Fixed-spin-moment curve of CuNi3 (4-atom cell, space group Cmmm, 11.00 Å³ an atom) with cell and atoms fixed, from Ansatz 0.2.0: PBEsol, scalar-relativistic plane-wave PAW, collinear spin, cutoff 420 eV, k mesh 18×18×6, Gaussian smearing of 0.1 eV. Energies are extrapolated to zero smearing and count from the lowest point; pressure is positive in compression.

```tsv
held cell moment (μB)	energy above lowest (meV/atom)	pressure (GPa)	largest site moment (μB)
0	8.5	-7.03	0.00
1.12	0.0	-6.49	0.49
2.25	20.5	-4.80	0.78
3.38	145.4	-1.75	1.05
4.50	405.1	2.61	1.29
```

In this ordered CuNi$_3$ crystal magnetism pays about ten millielectronvolts an atom, and forcing the moment to four times that of the lowest point in the table costs about four hundred. The held cell moment is the number of spin-up (majority) electrons minus the number of spin-down (minority) electrons, in μB. Raising it by 2 μB therefore means taking one electron out of a minority state and putting it into a majority state. The curve becomes easy to read once it is seen as the price of that transfer, which runs from slightly below zero to nearly 2 eV.

The price follows from the table without any model: the energy change of the four-atom cell is divided by the number of electrons moved. From 0 to 1.12 μB each transferred electron gives back 0.06 eV. In the next step it costs 0.15 eV, and in the last one 1.9 eV. The lowest point of the table is thus the place where the price changes sign, and the true minimum lies somewhere between 0 and 2.25 μB.

Two effects compete in this price. Electrons of equal spin keep apart and repel each other less, so every transfer strengthens the exchange gain for the next one. Against this, the transferred electron must leave a filled level and occupy a higher, empty one. Let $p$ be the price, $n$ the number of electrons moved, $N_\uparrow$ and $N_\downarrow$ the numbers of levels per eV at the top of the two fillings, and $I$ the exchange strength. Then

$$\frac{dp}{dn}=\frac{1}{N_\uparrow}+\frac{1}{N_\downarrow}-2I .$$

Where levels are dense, as in the narrow d bands of nickel, the first two terms are small and exchange wins. This is the Stoner criterion, and it is the standard reason why the non-magnetic state lies above its neighbour. The advantage is 8.5 meV/atom in the table and 7.6 if the free energy of the smeared electrons is compared instead, so its sign is safer than its last digit. The zero-moment run started without moments and no lower state was searched for, so an arrangement of opposed layer moments with zero total was not tested.

If the density of levels stayed constant, the price would change by equal amounts in equal steps, and where exchange wins it would keep falling. It climbs by 0.2 eV from the first step to the second, then by 0.7 and by 1.0 eV. By the formula above, such stiffening means that at least one spin direction is meeting fewer levels per eV, since the sparser side dominates the sum. It cannot be both: the smearing entropy term of the runs, which is expected to follow the total number of levels at the two fillings, rises from 0.028 eV at 2.25 μB to 0.044 eV at 4.50 μB. One side thus thins out while the other grows denser. The likely reason is that the majority d states fill up, after which the added electrons have to enter the broad sp bands, where levels are sparse.

A simple count tells where this should happen. Nickel brings 10 valence electrons and copper 11, so the cell holds $3\times10+11=41$. Full majority d states take 5 electrons an atom, and the majority sp states hold roughly 0.3 more, a recalled value typical of fcc nickel. That makes $4\times5.3=21.2$ majority electrons and a moment of $2\times21.2-41=1.4$ μB.

The estimate falls between 1.12 and 2.25 μB, the first step of the table over which the energy rises. It marks the end of cheap transfers and does not predict the minimum itself, because d and sp states mix and the edge is not sharp. In the same count, each nickel atom replaced by copper lowers the mark by 1 μB, since copper brings one more electron to fill the d states. The atoms here are stacked in a bcc-like way, whereas real copper–nickel alloys are fcc, so the moments should not be read as those of the alloy.

The site moments show where the added moment goes, and they agree with this picture. In the step to 2.25 μB nickel takes 93 % of it, in the last step only 67 %. The rest goes to copper and to the space outside the atomic spheres, where sp electrons have much of their weight. That nickel still takes the larger part is no contradiction: half of every added μB comes from removing minority electrons, and these leave mainly nickel d states. The calculation thus shows the spreading of the moment, while the filling of the d states is inferred from it.

The region outside the spheres gives a second sign of the change. At 1.12 μB it carries a small moment of −0.07 μB, opposed to that of nickel, as is usual when sp electrons mix with a polarised d shell. At 4.50 μB it carries +0.32 μB. The forced electrons have overwhelmed the natural opposite polarisation.

The largest site moment rises less than in proportion to the cell moment: it grows by a factor of 1.7 when the cell moment doubles from 2.25 to 4.50 μB. Part of the reason is the spreading just described. The other part is that the largest moment sits on the middle one of three nickel layers, which has no copper among its nearest neighbours. Each outer nickel atom has copper at two of its eight nearest sites, and copper, with its full d shell, supports the polarisation poorly. At 1.12 μB the middle layer leads by 0.15 μB, but under the strongest forcing all nickel atoms are nearly alike.

The pressure behaves differently from the energy, for it rises at every step, even in the first one, where the energy falls. At fixed volume a pressure that rises with the moment means that expansion makes further moment cheaper; this is an exact thermodynamic relation. The usual reason is that atoms farther apart have narrower bands with more levels per eV, whereas the exchange gain arises within each atom and hardly notices the volume. On this view the pressure responds to the band cost, which grows from the start, while the energy shows what remains after exchange has been subtracted; the two parts were not computed separately.

This accounts for part of the difference in the rates at which the two columns grow. When the moment doubles from 2.25 to 4.50 μB, the energy above the lowest point grows twentyfold, but the pressure rise since the non-magnetic state only by a factor of 4.3. At 2.25 μB band cost and exchange gain still nearly cancel, so the energy starts from a small remainder. The size of the energy factor also depends on the zero from which it is counted. The pressure factor is close to the 4 of a plain square of the moment, whereas a band cost that stiffens as the price does is expected to grow faster than that, so something further holds the pressure back. A weaker dependence of the sp bands on volume would do so, though this is a guess.

For anyone who strains such a material, the direction matters more than the exact pressure: a larger volume favours a larger moment, and compression weakens it. The stresses were converged only loosely, so the total rise of 9.6 GPa is much more secure than the 0.5 GPa of the first step. The moment at which the pressure passes through zero is also less certain, because a finite plane-wave basis can shift all pressures together, and so can the PAW datasets, which were made for PBE and not for PBEsol. The prices, shares and ratios used here are in the printed output that follows.

Numerical output:

```
Price of each step from the row before:
   row  electrons moved  eV per electron moved  change of price in eV
  1.12             0.56               -0.06071                    n/a
  2.25            0.565                 0.1451                 0.2058
  3.38            0.565                 0.8842                 0.7391
   4.5             0.56                  1.855                 0.9708
Where each added moment goes:
   row  Ni share in %  Cu share in %  share outside the spheres in %
  1.12          105.4          1.005                          -6.368
  2.25          92.59          4.837                            2.57
  3.38          76.89          10.17                           12.94
   4.5          67.48          13.27                           19.25
Spin distribution in μB:
   row  middle Ni less outer Ni  moment outside the spheres  opposed spin density
   0.0                        0                           0                     0
  1.12                   0.1519                    -0.07132               0.08493
  2.25                   0.0612                    -0.04227               0.05517
  3.38                   0.0347                       0.104             0.0006775
   4.5                  0.01545                      0.3195                     0
Energy gain from non-magnetic to 1.12 μB by free energy, meV/atom: 7.55
Rough cell moment at which the majority d states are full, μB: 1.4
Pressure rise from 0 to 1.12 μB, GPa: 0.54
Pressure rise from 0 to 4.50 μB, GPa: 9.64
Factor in pressure rise when the moment doubles from 2.25 to 4.50 μB: 4.323
Factor in energy above lowest for the same doubling: 19.76
Factor in largest site moment for the same doubling: 1.654
```
